**Spin of the partners and the errors in ionisation energies of period-5 metals**

The table holds first ionisation energies from Rb to Cd by unrestricted HF, MP2, SCS-MP2 and PBE (PySCF, spin-free X2C, x2c-QZVPPall) beside measured values. The program splits the MP2 gain over HF into opposite-spin and same-spin parts, using MP2 = OS + SS and SCS = 1.2 OS + SS/3, and fits these parts and the HF deficit to counts of the 4d and 5s partners of the removed electron. The valence split gives 0.100 eV per parallel d electron, 0.139 eV per antiparallel one and 0.551 eV for a 5s partner, with rms residuals of 0.05 and 0.06 eV. Refitted weights of 1.13 and 0.85 reproduce nine tabulated values to 0.05 eV rms, against 0.19 eV with the same-spin weight held at 1/3. The HF deficit is fitted equally well with and without spin, Pd falls about 0.9 eV outside both fits, and every level misses the near-zero Mo–Tc step.

Calculated values. PySCF 2.14.0 ionisation energies of neutral period-5 metals, as total-energy differences between ground configurations, from real unrestricted highest-spin determinants with the x2c-QZVPPall basis, spin-free X2C one-electron Hamiltonian and Gaussian nucleus. Valence correlates 4d and 5s; subvalence adds 4s and 4p. The spin-orbit correction, between lowest levels, is not included.

## Numerical check

```python
# Table: first ionisation energies (eV) of period-5 metals, PySCF, unrestricted, spin-free X2C, x2c-QZVPPall:
# HF, MP2, SCS-MP2, PBE and tabulated values. Tested: split of the MP2 gain into opposite-spin (OS) and
# same-spin (SS) parts (MP2 = OS+SS, SCS = 1.2 OS + SS/3) and a count of partners of the removed electron.
T = {
    'species': ['Rb', 'Sr', 'Zr', 'Nb', 'Mo', 'Tc', 'Ru', 'Rh', 'Pd', 'Ag', 'Cd'],
    'Z': [37, 38, 40, 41, 42, 43, 44, 45, 46, 47, 48],
    'N': [37, 38, 40, 41, 42, 43, 44, 45, 46, 47, 48],
    'config': ['[Kr] 5s1', '[Kr] 5s2', '[Kr] 4d2 5s2', '[Kr] 4d4 5s1', '[Kr] 4d5 5s1', '[Kr] 4d5 5s2', '[Kr] 4d7 5s1', '[Kr] 4d8 5s1', '[Kr] 4d10', '[Kr] 4d10 5s1', '[Kr] 4d10 5s2'],
    'final': ['[Kr]', '[Kr] 5s1', '[Kr] 4d2 5s1', '[Kr] 4d4', '[Kr] 4d5', '[Kr] 4d5 5s1', '[Kr] 4d7', '[Kr] 4d8', '[Kr] 4d9', '[Kr] 4d10', '[Kr] 4d10 5s1'],
    'hf': [3.8, 4.74, 5.18, 5.99, 6.25, 5.54, 6.29, 6.31, 6.25, 6.36, 7.33],  # eV
    'mp2_subvalence': [4.13, 5.58, None, 6.78, 7.12, 6.91, 7.41, 7.49, None, 7.61, 8.99],  # eV
    'pbe': [4.28, 5.7, None, 7.11, 7.45, 6.87, 7.75, 7.83, None, 7.94, 9.04],  # eV
    'scs_mp2_subvalence': [4.06, 5.62, None, 6.42, 6.71, 7.06, 7.11, 7.22, None, 7.4, 8.93],  # eV
    'scs_mp2_valence': [3.8, 5.37, 6.31, 6.15, 6.44, 7.02, 6.9, 7.06, None, 7.31, 8.86],  # eV
    'so': [0.0, 0.0, 0.0, -0.01, 0.0, 0.0, -0.01, -0.01, None, 0.0, 0.0],  # eV
    'ref': [4.17713, 5.69487, 6.63413, 6.75885, 7.09243, 7.11938, 7.3605, 7.4589, 8.33684, 7.57623, 8.99382],  # eV
    'kind': ['measured', 'measured', 'measured', 'measured', 'measured', 'measured', 'measured', 'measured', 'measured', 'measured', 'measured'],
}
import numpy as np
A = lambda v: np.array([np.nan if x is None else float(x) for x in v])
sp = list(T['species']); ix = {s: i for i, s in enumerate(sp)}
hf, m2, pbe, ss2, sv, so, ref = [A(T[k]) for k in ('hf', 'mp2_subvalence', 'pbe', 'scs_mp2_subvalence', 'scs_mp2_valence', 'so', 'ref')]
# further outputs of the same runs, typed (eV), order Rb Sr Zr Nb Mo Tc Ru Rh Pd Ag Cd
mv = A([3.800, 5.262, 6.115, 6.459, 6.818, 6.751, 7.179, 7.295, None, 7.480, 8.892])    # MP2 valence
pbe0 = A([4.202, 5.612, None, 6.887, 7.193, 6.704, 7.459, 7.528, None, 7.629, 8.762])   # PBE0
zr_cc, pd_dft = 6.420, {'revPBE': 8.732, 'CAM-B3LYP': 8.547, 'wB97M-V': 8.430}          # Zr CCSD(T) valence; Pd
# partners of the removed electron: same-spin 4d, opposite-spin 4d, other 5s
ns = A([0, 0, 0, 4, 5, 0, 5, 5, 4, 5, 5]); no = A([0, 0, 2, 0, 0, 5, 2, 3, 5, 5, 5]); pr = A([0, 1, 1, 0, 0, 1, 0, 0, 0, 0, 1])
f = lambda x: '     -' if not np.isfinite(x) else '%+6.2f' % x
L = {'HF': hf, 'MP2sub': m2, 'SCSsub': ss2, 'SCSval': sv, 'PBE': pbe, 'PBE0': pbe0}
print('error calc - tabulated (eV): ' + ' '.join(L))
for i, s in enumerate(sp):
    print('%-3s' % s, ' '.join(f(v[i] - ref[i]) for v in L.values()))
print('mean abs error, available rows:', ' '.join('%s %.2f' % (k, np.nanmean(abs(v - ref))) for k, v in L.items()))
print('largest |spin-orbit| %.2f eV (not added); rounding: values 0.005, OS 0.012, SS 0.014 eV' % np.nanmax(abs(so)))
def split(m, s):
    o = ((s - hf) - (m - hf) / 3) / (1.2 - 1 / 3)
    return o, (m - hf) - o
ov, sval = split(mv, sv); os_, ss_ = split(m2, ss2)
print('    same opp 5s | valence OS, SS, SS/same | subval OS, SS, SCS-MP2 | 4s4p gain MP2, SCS (eV)')
for i, s in enumerate(sp):
    if s != 'Pd':
        print('%-3s %d %d %d |' % (s, ns[i], no[i], pr[i]), f(ov[i]), f(sval[i]), f(sval[i] / ns[i] if ns[i] else np.nan), '|',
              f(os_[i]), f(ss_[i]), f(ss2[i] - m2[i]), '|', f(m2[i] - mv[i]), f(ss2[i] - sv[i]))
def fit(name, cols, y, m, lab):
    X = np.array(cols).T
    c = np.linalg.lstsq(X[m], y[m], rcond=None)[0]; r = X @ c - y
    print(name + ':', ', '.join('%s %.3f' % z for z in zip(lab, c)), '| rms %.2f eV' % np.sqrt(np.mean(r[m] ** 2)))
    print('  model-data', ' '.join('%s%+.2f' % (sp[i], r[i]) for i in np.where(m)[0]))
    return c, r
y = ref - hf; ms = np.isfinite(m2); m5 = np.array([s != 'Pd' for s in sp]); one = np.ones(len(sp))
fit('scale factors refitted', [os_, ss_], y, ms, ['OS', 'SS'])
c1 = np.sum(os_[ms] * (y - ss_ / 3)[ms]) / np.sum(os_[ms] ** 2); r1 = c1 * os_ + ss_ / 3 - y
print('SS held at 1/3: OS %.2f, rms %.2f eV, Nb %+.2f Mo %+.2f Tc %+.2f' % (c1, np.sqrt(np.mean(r1[ms] ** 2)), r1[ix['Nb']], r1[ix['Mo']], r1[ix['Tc']]))
fit('valence SS count (eV)', [ns], sval, m5, ['per same-spin d'])
fit('valence OS count (eV)', [no, pr], ov, m5, ['per opposite d', '5s pair'])
_, ra = fit('HF deficit, by spin (eV)', [one, ns, no, pr], y, m5, ['core', 'same', 'opp', 'pair'])
_, rb = fit('HF deficit, spin-blind (eV)', [one, ns + no, pr], y, m5, ['core', 'per d', 'pair'])
p = ix['Pd']
print('Pd (4d removed, not fitted): deficit %.2f, model-data %+.2f and %+.2f eV;' % (y[p], ra[p], rb[p]),
      ' '.join('%s %+.2f' % (k, v - ref[p]) for k, v in pd_dft.items()))
for a, b in (('Rb', 'Sr'), ('Mo', 'Tc'), ('Ag', 'Cd')):
    print('step %s-%s (eV): tabulated %+.2f' % (a, b, ref[ix[b]] - ref[ix[a]]),
          ' '.join('%s %+.2f' % (k, v[ix[b]] - v[ix[a]]) for k, v in L.items()))
print('PBE0-PBE (eV):', ' '.join('%s%+.2f' % (sp[i], pbe0[i] - pbe[i]) for i in np.where(ms)[0]))
z = ix['Zr']
print('Zr valence errors (eV): MP2 %+.2f SCS %+.2f CCSD(T) %+.2f; CCSD(T)-MP2 %+.2f' % (mv[z] - ref[z], sv[z] - ref[z], zr_cc - ref[z], zr_cc - mv[z]))
assert np.all(hf < ref)
assert abs(ov[ix['Nb']]) < 0.015 and abs(ov[ix['Mo']]) < 0.015 and abs(sval[ix['Sr']]) < 0.015
assert all(ss2[i] < m2[i] for i in np.where(ms & (ns >= 4))[0]) and all(ss2[ix[s]] > m2[ix[s]] for s in ('Sr', 'Tc'))
assert all(v[ix['Tc']] < v[ix['Mo']] for v in (hf, m2, pbe)) and ss2[ix['Tc']] - ss2[ix['Mo']] > ref[ix['Tc']] - ref[ix['Mo']] > 0
```

Output:

```
error calc - tabulated (eV): HF MP2sub SCSsub SCSval PBE PBE0
Rb   -0.38  -0.05  -0.12  -0.38  +0.10  +0.02
Sr   -0.95  -0.11  -0.07  -0.32  +0.01  -0.08
Zr   -1.45      -      -  -0.32      -      -
Nb   -0.77  +0.02  -0.34  -0.61  +0.35  +0.13
Mo   -0.84  +0.03  -0.38  -0.65  +0.36  +0.10
Tc   -1.58  -0.21  -0.06  -0.10  -0.25  -0.42
Ru   -1.07  +0.05  -0.25  -0.46  +0.39  +0.10
Rh   -1.15  +0.03  -0.24  -0.40  +0.37  +0.07
Pd   -2.09      -      -      -      -      -
Ag   -1.22  +0.03  -0.18  -0.27  +0.36  +0.05
Cd   -1.66  -0.00  -0.06  -0.13  +0.05  -0.23
mean abs error, available rows: HF 1.20 MP2sub 0.06 SCSsub 0.19 SCSval 0.36 PBE 0.25 PBE0 0.13
largest |spin-orbit| 0.01 eV (not added); rounding: values 0.005, OS 0.012, SS 0.014 eV
    same opp 5s | valence OS, SS, SS/same | subval OS, SS, SCS-MP2 | 4s4p gain MP2, SCS (eV)
Rb  0 0 0 |  +0.00  +0.00      - |  +0.17  +0.16  -0.07 |  +0.33  +0.26
Sr  0 0 1 |  +0.53  -0.00      - |  +0.69  +0.15  +0.04 |  +0.32  +0.25
Zr  0 2 1 |  +0.94  -0.01      - |      -      -      - |      -      -
Nb  4 0 0 |  +0.00  +0.46  +0.12 |  +0.19  +0.60  -0.36 |  +0.32  +0.27
Mo  5 0 0 |  +0.00  +0.57  +0.11 |  +0.20  +0.67  -0.41 |  +0.30  +0.27
Tc  0 5 1 |  +1.24  -0.03      - |  +1.23  +0.14  +0.15 |  +0.16  +0.04
Ru  5 2 0 |  +0.36  +0.53  +0.11 |  +0.52  +0.60  -0.30 |  +0.23  +0.21
Rh  5 3 0 |  +0.49  +0.50  +0.10 |  +0.60  +0.58  -0.27 |  +0.20  +0.16
Ag  5 5 0 |  +0.67  +0.45  +0.09 |  +0.72  +0.53  -0.21 |  +0.13  +0.09
Cd  5 5 1 |  +1.16  +0.40  +0.08 |  +1.21  +0.45  -0.06 |  +0.10  +0.07
scale factors refitted: OS 1.127, SS 0.849 | rms 0.05 eV
  model-data Rb-0.05 Sr-0.05 Nb-0.04 Mo-0.05 Tc-0.08 Ru+0.02 Rh+0.02 Ag+0.04 Cd+0.08
SS held at 1/3: OS 1.36, rms 0.19 eV, Nb -0.31 Mo -0.35 Tc +0.14
valence SS count (eV): per same-spin d 0.100 | rms 0.05 eV
  model-data Rb+0.00 Sr+0.00 Zr+0.01 Nb-0.07 Mo-0.07 Tc+0.03 Ru-0.03 Rh+0.00 Ag+0.04 Cd+0.10
valence OS count (eV): per opposite d 0.139, 5s pair 0.551 | rms 0.06 eV
  model-data Rb+0.00 Sr+0.03 Zr-0.11 Nb-0.00 Mo-0.00 Tc+0.01 Ru-0.08 Rh-0.07 Ag+0.03 Cd+0.08
HF deficit, by spin (eV): core 0.526, same 0.055, opp 0.094, pair 0.537 | rms 0.11 eV
  model-data Rb+0.15 Sr+0.11 Zr-0.20 Nb-0.02 Mo-0.04 Tc-0.05 Ru-0.08 Rh-0.06 Ag+0.06 Cd+0.14
HF deficit, spin-blind (eV): core 0.481, per d 0.075, pair 0.615 | rms 0.11 eV
  model-data Rb+0.10 Sr+0.14 Zr-0.21 Nb+0.01 Mo+0.01 Tc-0.11 Ru-0.07 Rh-0.07 Ag+0.01 Cd+0.18
Pd (4d removed, not fitted): deficit 2.09, model-data -0.87 and -0.93 eV; revPBE +0.40 CAM-B3LYP +0.21 wB97M-V +0.09
step Rb-Sr (eV): tabulated +1.52 HF +0.94 MP2sub +1.45 SCSsub +1.56 SCSval +1.57 PBE +1.42 PBE0 +1.41
step Mo-Tc (eV): tabulated +0.03 HF -0.71 MP2sub -0.21 SCSsub +0.35 SCSval +0.58 PBE -0.58 PBE0 -0.49
step Ag-Cd (eV): tabulated +1.42 HF +0.97 MP2sub +1.38 SCSsub +1.53 SCSval +1.55 PBE +1.10 PBE0 +1.13
PBE0-PBE (eV): Rb-0.08 Sr-0.09 Nb-0.22 Mo-0.26 Tc-0.17 Ru-0.29 Rh-0.30 Ag-0.31 Cd-0.28
Zr valence errors (eV): MP2 -0.52 SCS -0.32 CCSD(T) -0.21; CCSD(T)-MP2 +0.30
```
